# Reading rate constants from the death of a radical chain in a droplet

## The data

A flash starts a branching radical chain in emulsion droplets with about twenty radicals each. Each droplet is watched until its last radical is gone. The values below were made for the exercise and rounded to two figures, each standing for a mean over 400 droplets.

| diameter $d$ / µm | mean extinction time $T$ / s |
|---|---|
| 1.00 | 30 |
| 1.10 | $2.9\times10^{2}$ |
| 1.20 | $4.6\times10^{3}$ |

The model is a well-mixed droplet with $n$ radicals and two steps: branching $A\to2A$ with propensity $\lambda n$, the substrate being held constant, and termination $2A\to0$ with propensity $\mu n(n-1)/2$. In the convention $d[A]/dt=\lambda[A]-2k_t[A]^2$,

$$\mu=\frac{2k_t}{N_AV},\qquad N\equiv\frac{\lambda}{\mu}=\frac{\lambda N_AV}{2k_t},$$

because each termination removes two radicals, so that $\dot n=\lambda n-\mu n^2$. The unknowns are $\lambda$ (s$^{-1}$) and $k_t$ (L mol$^{-1}$ s$^{-1}$).

> **Predict.** The rate equation has a stable fixed point at $n=N$. Around which $n$ is the stationary distribution of the master equation centred?

## The stationary state is empty

For $G(x,t)=\sum_nP_n(t)x^n$ the master equation becomes

$$\partial_tG=\tfrac{\mu}{2}(1-x^2)G''+\lambda x(x-1)G'.$$

A stationary $G$ has $G'\propto e^{2Nx}(1+x)^{-2N}$. This diverges at $x=-1$, whereas $|G'(-1)|\le\langle n\rangle$. The coefficient must vanish, so $G=1$ and $P_0=1$. The rate equation predicts a living chain and the master equation a dead one, which is Keizer's paradox. The limits $V\to\infty$ and $t\to\infty$ do not commute, and $n\approx N$ is only metastable.

## The exponent

Set $x=p$ and $q=\partial_p\ln G$. For large $N$ we have $G''/G\simeq q^2$, and $\partial_t\ln G=H$ with

$$H=\lambda qp(p-1)+\tfrac{\mu}{2}q^2(1-p^2).$$

> **Predict.** A metastable state hardly changes in time. What value has $H$, and which curve joins $(p,q)=(1,N)$ to $(0,0)$?

The value is $H=0$. Dividing out the trivial lines $q=0$ and $p=1$ leaves $q=2Np/(1+p)$, with area

$$\int_0^1q\,dp=sN,\qquad s=2(1-\ln2)=0.6137 .$$

## The prefactor and its correction

Start from $n_0$ radicals, $G(x,0)=x^{n_0}$, and let $u(x)=\int_0^\infty G'\,dt$. Then $T=\int_0^\infty(1-P_0)\,dt=\int_0^1u\,dx$. Integrate the equation for $G$ over all time, use $G(x,\infty)=1$, and divide by $1-x$:

$$\tfrac{\mu}{2}(1+x)u'-\lambda xu=\Sigma(x),\qquad \Sigma(x)=\sum_{k=0}^{n_0-1}x^k .$$

The solution finite at $x=-1$ gives the exact result, with $\phi(x)=x-\ln(1+x)$:

$$T=\frac{2}{\mu}\int_0^1dx\,e^{2N\phi(x)}\int_{-1}^{x}dy\,\frac{e^{-2N\phi(y)}\,\Sigma(y)}{1+y}.$$

Here $2N\phi'$ is the zero-energy $q$.

> **Predict.** Where does each integral collect its weight for large $N$?

The inner one peaks at $y=0$, where $\phi\simeq y^2/2$ and $\Sigma=1$, and gives $\sqrt{\pi/N}$. The outer one peaks at $x=1$, where $2N\phi'=N$, and gives $e^{sN}/N$. With $\mu N=\lambda$,

$$T\simeq\frac{2}{\lambda}\sqrt{\frac{\pi}{N}}\;e^{2N(1-\ln2)}.$$

Three factors correct this. With $\Sigma=1$ and the upper limit sent to infinity, the inner integral is $e^{2N}\Gamma(2N)/(2N)^{2N}$, and Stirling's series multiplies $\sqrt{\pi/N}$ by $1+1/(24N)+1/(1152N^2)$. Under that weight $1+y$ is gamma-distributed with $\langle y\rangle=0$, $\langle y^2\rangle=1/(2N)$, $\langle y^3\rangle=1/(2N^2)$ and $\langle y^4\rangle\simeq3/(4N^2)$, so $\langle\Sigma\rangle=1+1/(2N)+5/(4N^2)$ for $n_0\ge5$. Expanding $\phi(1-\xi)=\phi(1)-\xi/2+\xi^2/8+\xi^3/24+\dots$ in the outer integral gives $1+1/(2N)+5/(4N^2)$ again. The product multiplies $T$ by

$$f(N)=1+\frac{c_1}{N}+\frac{c_2}{N^2}+\dots,\qquad c_1=\frac{25}{24},\quad c_2=\frac{3217}{1152}=2.79 .$$

## Inversion

> **Predict.** Which combination of the data is free of the time scale $1/\lambda$?

A ratio. Since $N\propto d^3$, the outer rows have $N_3=rN_1$ with $r=1.20^3=1.728$, and

$$\ln\frac{T_3}{T_1}+\tfrac12\ln r=s(r-1)N_1+\ln\frac{f(rN_1)}{f(N_1)} .$$

The left side is $5.033+0.273=5.306$, and $s(r-1)=0.4468$. With $f=1$ this gives $N_1=11.88$, and then $\lambda=(2/T_1)\sqrt{\pi/N_1}\,e^{sN_1}f(N_1)=50$ s$^{-1}$.

> **Predict.** The term $c_1/N_1$ is about 0.09. Does it raise $\lambda$ by that fraction, by less, or by more?

By more. With $f=1+c_1/N$ the last logarithm is $-0.034$, and the root moves to $N_1=11.95$. That small shift sits in an exponent and adds to the direct factor $f(N_1)=1.087$, so $\lambda=57$ s$^{-1}$. Including $c_2$ gives $N_1=11.98$ and $\lambda=59$ s$^{-1}$, a further 3 %. We keep the first-order form and compare that remainder with the scatter below.

For the smallest droplet $V_1=\pi d^3/6=5.236\times10^{-16}$ L and $N_AV_1=3.153\times10^{8}$ L mol$^{-1}$, so

$$k_t=\frac{\lambda N_AV_1}{2N_1}=7.5\times10^{8}\ \text{L mol}^{-1}\,\text{s}^{-1},\qquad[A]=\frac{\lambda}{2k_t}=38\ \text{nmol L}^{-1}.$$

The middle row was not used. With $N_2=1.331N_1=15.9$ the first-order parameters give $T_2=2.9\times10^2$ s, as tabulated. For made-up data this tests only the consistency of the algebra. The leading-order parameters with $f=1$ also give $2.9\times10^2$ s, so an interpolated size cannot expose the bias in $\lambda$.

## Uniqueness

One droplet size fixes only a curve in the $(\lambda,k_t)$ plane. With two sizes, the slope of the right side of the ratio equation at first order is

$$D=s(r-1)+\frac{c_1}{N_1(N_1+c_1)}-\frac{c_1}{N_1(rN_1+c_1)},$$

which is positive for all $N_1>0$ when $r>1$. The root is therefore unique, and $\lambda$ and $k_t$ follow from it directly. This holds for the large-$N$ formula, and within the two-step model.

## How errors carry through

The population relaxes in $1/\lambda=18$ ms, far faster than it dies, so extinction times are exponentially distributed. A mean over 400 droplets then has relative standard error $1/\sqrt{400}=5$ %. Write $\epsilon_i=\delta\ln T_i$.

> **Predict.** Rank $N_1$, $\lambda$ and $k_t$ by relative precision.

Here $D=0.449$, and $g=d\ln(\lambda T)/dN=s-1/(2N_1)-c_1/[N_1(N_1+c_1)]=0.565$. From $\delta N_1=(\epsilon_3-\epsilon_1)/D$ and $\delta\ln\lambda=g\,\delta N_1-\epsilon_1$,

$$\delta\ln N_1=0.19(\epsilon_3-\epsilon_1),\quad\delta\ln\lambda=1.26\epsilon_3-2.26\epsilon_1,\quad\delta\ln k_t=1.07\epsilon_3-2.07\epsilon_1 .$$

Independent 5 % errors give 1.3 %, 13 % and 12 %. The exponent pins the ratio $\lambda/k_t$, while the two constants slide up or down together. The step from 50 to 57 s$^{-1}$ rivals this scatter, so $c_1$ had to be kept. The 3 % from $c_2$ lies well inside it.

Droplet sizing is more dangerous. A common scale error of 0.5 % in $d$ leaves $N_1$ and $\lambda$ alone and moves $k_t$ by 1.5 %. An error of 0.5 % in the ratio $d_3/d_1$ means $\delta\ln r=0.015$. At fixed $N_1$, $\ln(T_3/T_1)$ responds to $\ln r$ with slope $sN_3-\tfrac12-c_1/(N_3+c_1)=12.1$ for $N_3=20.66$, so $\delta N_1=-0.40$ and $\delta\ln\lambda=-0.23$, more than the counting error.

## What the model leaves out

*Mixing.* With a typical small-solute diffusion coefficient of $10^{-9}$ m$^2$ s$^{-1}$, (radius)$^2$/diffusivity is 0.36 ms for the largest droplet, short against 18 ms.

*Drift.* At fixed $k_t$, $d\ln T_3/d\ln\lambda\approx sN_3-\tfrac32\approx11$, so a 1 % loss of substrate that lowers $\lambda$ in proportion shortens $T_3$ by about 11 %.

*Exit.* Loss $A\to0$ at rate $\kappa$ per radical adds $\kappa q(1-p)$ to $H$. The path becomes $q=2(\lambda p-\kappa)/[\mu(1+p)]$ for $\kappa/\lambda\le p\le1$, and its area falls by $2N\ln2\,(\kappa/\lambda)$ to first order. The coefficient is 29 for the largest droplet, so $\kappa=0.1$ s$^{-1}$ already shortens $T_3$ by 5 %. The two-parameter fit would absorb such a loss into shifted values of $\lambda$ and $k_t$.

Within the two-step model, with exact diameters and counting error only, the data give $N_1=11.95\pm0.16$, $\lambda=57\pm7$ s$^{-1}$ and $k_t=(7.5\pm0.9)\times10^8$ L mol$^{-1}$ s$^{-1}$. These numbers belong to the model and its invented data, not to any particular radical.